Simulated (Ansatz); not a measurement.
## Ti$_{2}$H: energy along a strain

Ti$_{2}$H, Pn-3m, a = 4.225 Å. The structure is a Materials Project entry; whether it is the stable form wasn't checked. Ansatz: r2SCAN, PAW, 500 eV, Γ-centred 12×12×12 mesh on 6 atoms, Gaussian smearing 0.15 eV; no spin polarisation. Cell vectors (Å): 4.225 0.000 0.000; 0.000 4.225 0.000; 0.000 0.000 4.225. The cell is strained by x per cent times the pattern (1 1 0 0 0 0) in the order xx yy zz yz xz xy (engineering shears), with fractional coordinates held. y is the free energy over the start, V0 = 12.573 Å³/atom.

```tsv
x (%)	y (meV/atom)
-2.00	?
-1.50	4.91
-1.00	2.19
0.00	0.00
0.50	0.48
1.50	4.46
2.00	7.90
```

Question: Fit y = c1 x + c2 x² + c3 x³ to the other rows, get the stiffness along the pattern, and predict the missing energy.

Answer: Least squares on the rows shown. y = −0.07031 x + 2.082 x² − 0.03582 x³. The clamped-ion stiffness p·C·p = 2 × 20.82 eV × 160.2 / 12.573 Å³ = 531 GPa; c1 is there for the stress left in the start, which by itself gives a slope of -0.07 meV/atom per %. At x = -2.00 the fit asked for gives 8.76 meV/atom. The run gave 8.77 meV/atom, so the fit is 0.01 meV/atom too low, a small miss on the scale of the series.

Cost: 7 runs of about 3.3 core-minutes in all, on Intel Xeon Platinum 8488C (Sapphire Rapids) (shared hosts).

The energy rises almost parabolically, but compression costs more than stretching: 8.77 meV/atom at -2.00 % against 7.90 at 2.00 %. Most of this asymmetry comes from the cubic term, the usual anharmonicity of a bonded solid, in which short-range repulsion steepens as atoms approach while the cohesive forces weaken on stretching. The small negative slope adds to it and means that the starting cell is slightly compressed in the strained plane. The resistance itself probably comes mainly from Ti d-band bonding, with a contribution from Ti–H states.

In this space group, with six atoms per cell, Ti forms an fcc lattice and H fills a quarter of its tetrahedral holes. Equal strain along two cube axes leaves every atom on a site fixed by symmetry, so the clamped-ion stiffness of 531 GPa should also hold with relaxed ions, unless the structure lowers its symmetry spontaneously. The pattern measures twice the sum of C11 and C12, and so can't separate resistance to volume change from resistance to tetragonal shear.
